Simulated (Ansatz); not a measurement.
## A series in volume scale on SiO2

Results calculated with Ansatz 0.2.0, not measured. Free energy against uniform scaling of the volume at fixed shape and fractions; periodic cell, basis, potentials, k mesh and filling as listed.

The cell before it is scaled or strained (space group P4_2/mnm, No. 136):
```
cell vectors (Å)
   4.1773     0.0000     0.0000
   0.0000     4.1773     0.0000
   0.0000     0.0000     2.6652
atoms (fractions of the cell vectors)
Si  0.00000  0.00000  0.00000
Si  0.50000  0.50000  0.50000
O   0.30590  0.30590  0.00000
O   0.19410  0.80590  0.50000
O   0.69410  0.69410  0.00000
O   0.80590  0.19410  0.50000
```

Settings of every row: functional LDA; dispersion none; potentials PAW; wave cutoff 420 eV; density cutoff 1680 eV; k mesh 6x6x8; k shift 0x0x0; occupations fixed; smearing width 0 eV; spin none; SCF threshold exponent -10.

```
row  volume scale  V (Å³/atom)  energy above lowest point (meV/atom)  pressure (GPa)
  1           0.9        6.976                                  75.3           38.41
  2         0.925         7.17                                  36.6           25.77
  3          0.95        7.364                                  12.4           14.66
  4         0.975        7.557                                   0.6            4.91
  5             1        7.751                                     0           -3.65
  6         1.025        7.945                                     ?               ?
  7          1.05        8.139                                  26.6          -17.77
  8         1.075        8.333                                  51.7          -23.56
  9           1.1        8.526                                  83.3          -28.63
```

Question: what energy above lowest point and pressure should row 6 give?

Worked fit of energy above lowest point. Take u = (V_r/V)^(2/3) − 1 with V_r = 7.654 Å³ an atom, which is twice the finite (Eulerian) strain; such expansions in the strain, on which the Birch-Murnaghan equation of state is built, carry the rest volume and the bulk modulus. The shown rows have u = 0.06379, 0.04451, 0.02608, 0.00854, -0.00836, -0.04013, -0.05509, -0.0694. Least squares give energy above lowest point = −0.98 + 40.6 × u + 18095 × u² meV/atom; a straight line predicts inner rows, each left out in turn, worse (root mean square 27 against 0.083 meV/atom). The rows lie off it by 0.1, -0.1, 0.0, -0.1, 0.1, 0.1, 0.0, -0.1. Its lowest point lies at u = -0.0011, or V = 7.667 Å³ an atom, and the curvature there gives the bulk modulus at fixed shape and fractions, B = (4/9)(1 + u)² E″(u)/V = 335 GPa. Letting shape and atoms relax would as a rule lower it, by much in layered, chain or molecular crystals. The withheld row has u = -0.02457, so the fit gives −0.98 + 40.6 × (-0.02457) + 18095 × (-0.02457)² = 8.9 meV/atom.

The calculation gave 9 meV/atom. The fit lies 0.1 meV/atom (1.1 % of the value, 0.12 % of the column's range) below it, one unit of the last digit.

Worked fit of pressure. Take u = (V_r/V)^(2/3) − 1 with V_r = 7.654 Å³ an atom, which is twice the finite (Eulerian) strain; such expansions in the strain, on which the Birch-Murnaghan equation of state is built, carry the rest volume and the bulk modulus. The shown rows have u = 0.06379, 0.04451, 0.02608, 0.00854, -0.00836, -0.04013, -0.05509, -0.0694. Least squares give pressure = 0.506 + 507.17 × u + 1315.8 × u² + 793 × u³ GPa; a parabola predicts inner rows, each left out in turn, worse (root mean square 0.058 against 0.024 GPa). The rows lie off it by -0.01, 0.01, 0.02, -0.02, -0.01, 0.01, 0.01, -0.01. The pressure vanishes at u = -0.0010, or V = 7.665 Å³ an atom, and there the bulk modulus at fixed shape and fractions is B = −V dP/dV = (2/3)(1 + u) dP/du = 336 GPa. Letting shape and atoms relax would as a rule lower it, by much in layered, chain or molecular crystals. The withheld row has u = -0.02457, so the fit gives 0.506 + 507.17 × (-0.02457) + 1315.8 × (-0.02457)² + 793 × (-0.02457)³ = -11.17 GPa.

The calculation gave -11.17 GPa. The fit meets it to the printed digit.
